# Red bonds and the nodes-links-blobs bounds on the conductivity exponent

## 1. Model and premises

**Model.** Bond percolation on a $d$-dimensional lattice of spacing $a$. Each bond is open (resistance $r_0$) with probability $p$ and closed (insulating) with probability $1-p$, independently of the others. Terminals $A$ and $B$ are two sites, or two opposite faces of a cube of side $L$, each face shorted into one node. $\Delta = p-p_c$.

**Definitions.** For a configuration $\omega$:

- $I(\omega)=1$ if an open path joins $A$ and $B$, otherwise $0$. The connectedness is $g(p)=\langle I\rangle$.
- A bond is *red* (singly connected) if it is open, $I=1$, and closing it alone gives $I=0$. The number of red bonds is $n(\omega)$, with $n=0$ when $I=0$.
- $\ell(\omega)$ is the number of bonds on the shortest open path, $R(\omega)$ the two-terminal resistance.
- $\langle X\rangle_c=\langle XI\rangle/g$ is the mean over connected configurations.
- $\xi=\xi_0|\Delta|^{-\nu}$, and $\sigma\propto\Delta^{t}$ for $\Delta\to0^+$. The unit of $\sigma$ is $\mathrm{S\,m^{2-d}}$, so in $d=2$ it is the sheet conductance $1/R_\square$.

**Premises.** Sections 2 and 4 need only the model. The exponent statements need one-length scaling:

- **P1.** For $L\gg a$ and small $\Delta$ the crossing probability of the cube is $g=\Phi(x)$, $x=\Delta\,(L/a)^{1/\nu}$, with $0<\Phi<1$ and $0<\Phi'<\infty$ at finite $x$.
- **P2.** At fixed $x$, $\langle\ell\rangle_c\propto(L/a)^{d_{\min}}$. This defines $d_{\min}$.
- **P3.** At fixed $x$ and given a crossing, $y=R/[r_0(L/a)^{\tilde\zeta}]$ has an $L$-independent distribution with finite $\langle y\rangle_c$ and $\langle 1/y\rangle_c$. Mean resistance and inverse mean conductance then share the exponent $\tilde\zeta$.
- **P4.** For $\Delta>0$ and $L\gg\xi$ the network is a homogeneous ohmic conductor.

## 2. Coniglio's theorem

**Statement.** On any finite graph

$$p\,\frac{dg}{dp}=\langle n\rangle=\langle n\rangle_c\;g .\qquad(1)$$

**Step 1.** Give each bond $b$ its own probability $p_b$. Let $I_b^{+}$ and $I_b^{-}$ be the values of $I$ with $b$ forced open and forced closed. They depend only on the other bonds. By independence

$$g=p_b\langle I_b^+\rangle+(1-p_b)\langle I_b^-\rangle,\qquad \frac{\partial g}{\partial p_b}=\langle I_b^+-I_b^-\rangle .$$

**Step 2.** Opening a bond never destroys a path, so $I_b^+\ge I_b^-$. The difference is $1$ when the connection exists with $b$ and fails without it ($b$ is *pivotal*), and $0$ otherwise. Hence $\partial g/\partial p_b=\Pr(b\text{ pivotal})$.

**Step 3.** Being pivotal does not depend on the state of $b$. Therefore $p_b\Pr(b\text{ pivotal})=\Pr(b\text{ open and pivotal})=\Pr(b\text{ red})$.

**Step 4.** Set all $p_b=p$ and use the chain rule:

$$p\frac{dg}{dp}=\sum_b p_b\frac{\partial g}{\partial p_b}=\sum_b\Pr(b\text{ red})=\langle n\rangle .$$

Since $n=nI$, $\langle n\rangle=\langle n\rangle_c\,g$. This proves (1) (Coniglio 1982; steps 1 and 2 are Russo's formula). Equivalently $\langle n\rangle_c=d\ln g/d\ln p$. The factor $g$ belongs with the conditional mean only. The same proof holds for site percolation with red sites.

**Worked case.** Wheatstone bridge with bonds $AC$, $AD$, $CB$, $DB$, $CD$. All connected configurations:

| open bonds | type | count | $n$ | $R/r_0$ | $\ell$ |
|---|---|---|---|---|---|
| 2 | one arm | 2 | 2 | 2 | 2 |
| 3 | one arm plus a dangling bond | 6 | 2 | 2 | 2 |
| 3 | zigzag through $CD$ | 2 | 3 | 3 | 3 |
| 4 | $CD$ closed | 1 | 0 | 1 | 2 |
| 4 | one outer bond closed | 4 | 1 | 5/3 | 2 |
| 5 | all open | 1 | 0 | 1 | 2 |

With $q=1-p$,

$$g=2p^2q^3+8p^3q^2+5p^4q+p^5=2p^2+2p^3-5p^4+2p^5,$$

$$\langle n\rangle=4p^2q^3+18p^3q^2+4p^4q=4p^2+6p^3-20p^4+10p^5=p\,g'(p).$$

At $p=1/2$ the 16 connected configurations have equal weight. Then $g=1/2$, $\langle n\rangle_c=13/8=1.625$, $\langle R\rangle_c/r_0=23/12=1.917$ and $\langle\ell\rangle_c=17/8=2.125$.

## 3. Scaling of the red bonds

Insert P1 into (1), with $\partial x/\partial p=(L/a)^{1/\nu}$:

$$\langle n\rangle_c=p\,\frac{\Phi'(x)}{\Phi(x)}\left(\frac La\right)^{1/\nu}.\qquad(2)$$

At fixed $x$ the ratio $\Phi'/\Phi$ is a finite positive number and $p\to p_c$. So $\langle n\rangle_c\propto L^{d_{\rm red}}$ with

$$d_{\rm red}=1/\nu .\qquad(3)$$

The reason is visible in the integrated form of (1). $g$ changes by an amount of order one across a window of width $\sim(L/a)^{-1/\nu}$ in $p$, and $\int\langle n\rangle\,dp/p$ over the window equals that change.

A *link* is the backbone across a region of size $\xi$. Put $L=\xi$. Then $x=x_\pm=\pm(\xi_0/a)^{1/\nu}$ is constant and $(\xi/a)^{1/\nu}=|x_\pm|/|\Delta|$:

$$\langle n\rangle_c\big|_{L=\xi}=\frac{|x_\pm|\,\Phi'(x_\pm)}{\Phi(x_\pm)}\;\frac{p}{|p-p_c|}.\qquad(4)$$

The exponent is $1$ whatever the value of $\nu$.

**Point terminals.** For two sites a distance $r$ apart the scaling form is $g=(r/a)^{-(d-2+\eta)}F(\Delta\,(r/a)^{1/\nu})$. The power of $r$ does not depend on $p$ and drops out of $d\ln g/d\ln p$, so (2) holds with $F$ for $\Phi$. For $p<p_c$ and $r\gg\xi$, take $\xi$ as the decay length, $\ln g\simeq-r/\xi$. With $d\xi/dp=\nu\xi/(p_c-p)$,

$$\langle n\rangle_c\simeq p\,\frac{r}{\xi^2}\frac{d\xi}{dp}=\frac r\xi\;\frac{\nu p}{p_c-p}.$$

Each length $\xi$ of the connection holds $\nu p/(p_c-p)$ red bonds. Test in $d=1$: $g=p^{r/a}$, and (1) gives $\langle n\rangle_c=r/a$ exactly. There $p_c=1$, $\nu=1$, $\xi\simeq a/(1-p)$, and the formula gives $r/a$ as $p\to1$.

## 4. Bounds on the resistance of one configuration

Drive a current $J$ from $A$ to $B$. The bond currents $i_b$ dissipate $RJ^2=r_0\sum_b i_b^2$.

**Lower bound.** Removing a red bond splits the cluster into a part containing $A$ and a part containing $B$, with that bond as their only connection. Kirchhoff's current law summed over the first part gives $|i_b|=J$. Dropping the non-negative terms of all other bonds gives $R\ge n\,r_0$.

**Upper bound.** Let $i'_b=i_b+\delta_b$ be any other flow on open bonds that carries $J$ from $A$ to $B$. Then $\delta$ has zero net outflow at every node. Ohm's law gives $r_0i_b=V_u-V_v$ for $b=(u,v)$, so $r_0\sum_b i_b\delta_b=\sum_u V_u\times(\text{net outflow of }\delta\text{ at }u)=0$. Hence $\sum i_b'^2=\sum i_b^2+\sum\delta_b^2\ge\sum i_b^2$ (Thomson's principle). Send all of $J$ along the shortest path, so that $\sum i_b'^2=\ell J^2$. This gives $R\le\ell\,r_0$.

Together, for every connected configuration and hence for the means,

$$n\le R/r_0\le\ell,\qquad\langle n\rangle_c\le\langle R\rangle_c/r_0\le\langle\ell\rangle_c.\qquad(5)$$

Every row of the table obeys (5), and so do the means, $1.625\le1.917\le2.125$. The difference $R-nr_0$ is the resistance of the *blobs*, the multiply connected pieces in series with the red bonds.

A crossing with two bond-disjoint paths has $n=0$, so the lower bound is empty for part of the ensemble. The argument uses only the mean of $n$, and P3 carries the result over to the conductance.

Now insert (2), P2 and P3 into (5) at fixed $x$, with positive constants $c_i$:

$$c_1(L/a)^{1/\nu}\le c_2(L/a)^{\tilde\zeta}\le c_3(L/a)^{d_{\min}} .$$

Take logarithms, divide by $\ln(L/a)$ and let $L\to\infty$. The constants drop out:

$$1/\nu\le\tilde\zeta\le d_{\min}.\qquad(6)$$

## 5. From the link to the conductivity

By P1 and P3 the mean conductance of the cube is $\langle G\rangle=g\,\langle1/R\rangle_c=r_0^{-1}(L/a)^{-\tilde\zeta}\,\psi(L/\xi)$ for $\Delta>0$, since $|x|^{\nu}\propto L/\xi$. By P4, $\langle G\rangle=\sigma L^{d-2}$ for $L\gg\xi$, with $\sigma$ independent of $L$. This forces $\psi(u)\propto u^{\tilde\zeta+d-2}$ at large $u$, and

$$\sigma\propto\frac{\xi^{\,2-d}}{r_0(\xi/a)^{\tilde\zeta}}=\frac{\xi^{\,2-d}}{R_{\rm link}},\qquad R_{\rm link}\equiv r_0(\xi/a)^{\tilde\zeta}.\qquad(7)$$

The nodes-links-blobs picture reads (7) as a superlattice of mesh $\xi$. It has $(L/\xi)^{d-1}$ chains in parallel, each of $L/\xi$ links in series, so $G\sim(L/\xi)^{d-2}/R_{\rm link}$.

With $\xi\propto\Delta^{-\nu}$, (7) gives $t=(d-2)\nu+\nu\tilde\zeta$. Multiply (6) by $\nu$ and add $(d-2)\nu$:

$$\boxed{\,1+(d-2)\nu\;\le\;t\;\le\;\nu d_{\min}+(d-2)\nu\,}\qquad(8)$$

The lower bound counts each blob as a short circuit. The upper bound counts it as a single strand. The width of the interval, $\nu d_{\min}-1$, measures how much of the shortest path runs through blobs. At $d=6$ the mean-field inputs $\nu=1/2$, $d_{\min}=2$ make both sides equal to $3$, so $t=3$.

## 6. Range of validity

1. **Exact parts.** (1) and (5) hold on any finite graph. (1) needs independent occupation with $p$ as the control variable. It does not carry over unchanged to correlated occupation.
2. **Scaling parts.** (3), (4), (6) and (8) rest on P1 to P4 and concern exponents as $\Delta\to0$. They bound no amplitude. A fit needs $a\ll\xi\ll L$. A film is two-dimensional when its thickness is far below $\xi$.
3. **Dimension.** $2\le d\le6$, with logarithmic corrections at $d=6$. Above six dimensions a cube of side $\xi$ is crossed by about $(\xi/a)^{d-6}$ clusters, and P1 fails. Links with $R_{\rm link}\propto\xi^2$ then give $\sigma\propto\xi^{2-d}\xi^{d-6}\xi^{-2}=\xi^{-6}\propto\Delta^{3}$, below the left side of (8).
4. **Distributed bond resistances.** Let the $r_b$ be independent of each other and of the occupation, with finite mean $\bar r$. The proofs of section 4 give $\sum_{\rm red}r_b\le R\le\sum_{\rm path}r_b$, so the mean form of (5) holds with $\bar r$ for $r_0$, and (8) stands. Suppose instead that the fraction of bonds with conductance below $\gamma$ goes as $\gamma^{1-\alpha}$, $0<\alpha<1$. Then $\bar r$ diverges. The weakest of $N\sim\Delta^{-1}$ red bonds has $N\gamma^{1-\alpha}\sim1$, so typically $R_{\rm link}\gtrsim\Delta^{-1/(1-\alpha)}$. The upper bound is broken once $\alpha>1-1/(\nu d_{\min})$. For a metal sheet of sheet resistance $R_s$ punched by discs of radius $\rho$, a neck of least width $\delta\ll\rho$ has width $\delta+s^2/\rho$ at position $s$ and resistance $R_s\int_{-\infty}^{\infty}ds/(\delta+s^2/\rho)=\pi R_s\sqrt{\rho/\delta}$. With a finite density of $\delta$ at zero, $\int_0\delta^{-1/2}d\delta$ converges, so $\bar r$ is finite.
5. **Leaky gaps.** Let closed bonds conduct by tunnelling, with resistance $r_g$. The square lattice is self-dual with $p_c=1/2$. The dual map $r\to r_0r_g/r$ swaps the two kinds of bond and gives $R_\square(p)\,R_\square(1-p)=r_0r_g$. So $R_\square(1/2)=\sqrt{r_0r_g}$, which caps $R_\square$ for $p>1/2$. The power law needs $R_\square\ll\sqrt{r_0r_g}$.
6. **Classical transport.** Kirchhoff's laws need a phase-coherence length $L_\phi\lesssim a$. Interference corrections are then of relative order $r_0e^2/h$, up to a logarithm. For longer $L_\phi$ the resistance at scale $L_\phi$ replaces $r_0$.

## 7. Illustration: a two-dimensional metal film

In $d=2$ the term $(d-2)\nu$ vanishes, $R_\square\propto R_{\rm link}$, and $1\le t\le\nu d_{\min}$.

**Inputs.** $\nu=4/3$, the accepted two-dimensional value. $d_{\min}\approx1.13$ and $t\approx1.31$, approximate lattice values taken as given. The film is modelled as a square-lattice bond network, $p_c=1/2$, with assumed $a=\xi_0=20$ nm, $r_0=50\ \Omega$, thickness 10 nm, side 1 mm, and an assumed $R_\square=1.0\ \mathrm{k\Omega}$ at $\Delta_1=0.040$.

**Exponents.** $d_{\rm red}=0.75$ and $\nu d_{\min}=\tfrac43\times1.13=1.51$, so

$$1\le t\le1.51 .$$

The input $t\approx1.31$ corresponds to $\tilde\zeta=t/\nu=0.98$, inside the interval from $0.75$ to $1.13$. It sits $0.31$ above the lower end and $0.20$ below the upper end of the interval for $t$.

**Approach to threshold.** Go from $\Delta_1=0.040$ to $\Delta_2=0.005$, a factor $8$. The correlation length grows from $20\ \mathrm{nm}\times0.040^{-4/3}=1.5\ \mu$m to $20\ \mathrm{nm}\times0.005^{-4/3}=23\ \mu$m, a factor $8^{4/3}=16$. Both lengths lie far above $a$ and the thickness and far below 1 mm. Pure power laws anchored at $\Delta_1$ give:

| quantity followed | exponent in $1/\Delta$ | growth factor | $R_\square(\Delta_2)$ |
|---|---|---|---|
| red bonds per link | 1 | 8 | 8 kΩ |
| input $t$ | 1.31 | $8^{1.31}=15$ | 15 kΩ |
| shortest path per link | 1.51 | $16^{1.13}=23$ | 23 kΩ |

The outer rows show what the limiting exponents would give. They are not strict limits at finite $\Delta$. With the input $t$, the share of the link resistance in red bonds varies as $\Delta^{t-1}$ and falls by a factor $8^{-0.31}=0.52$. The blobs take a growing share, and all of it in the limit $\Delta\to0$.

**Neglected terms.**

- *Corrections to scaling.* The factor $p$ in (4) changes from $0.540$ to $0.505$. The red-bond ratio becomes $8\times0.505/0.540=7.5$, an effective exponent $\ln 7.5/\ln8=0.97$. The shift of $0.03$ is small against the gaps $0.31$ and $0.20$, but it reaches the second decimal of any exponent fitted over this range. Other corrections have lattice-dependent amplitudes and are not computed here.
- *Tunnelling.* At 15 kΩ the condition of item 5 reads $r_g\gg R_\square^2/r_0=4.5\ \mathrm{M\Omega}$. Gaps of that resistance would cap $R_\square$ at 15 kΩ and lower the apparent exponent.
- *Interference.* $h/e^2=25.8\ \mathrm{k\Omega}$, so $r_0e^2/h=1.9\times10^{-3}$, negligible while $L_\phi\lesssim a$. If $L_\phi$ reached $\xi$, the parameter would be $15/25.8=0.58$ and the classical result would not apply.
- *Necks.* The upper bound can fail for $\alpha>1-1/1.51=0.34$. The punched sheet of item 4 has finite $\bar r$ and keeps both bounds.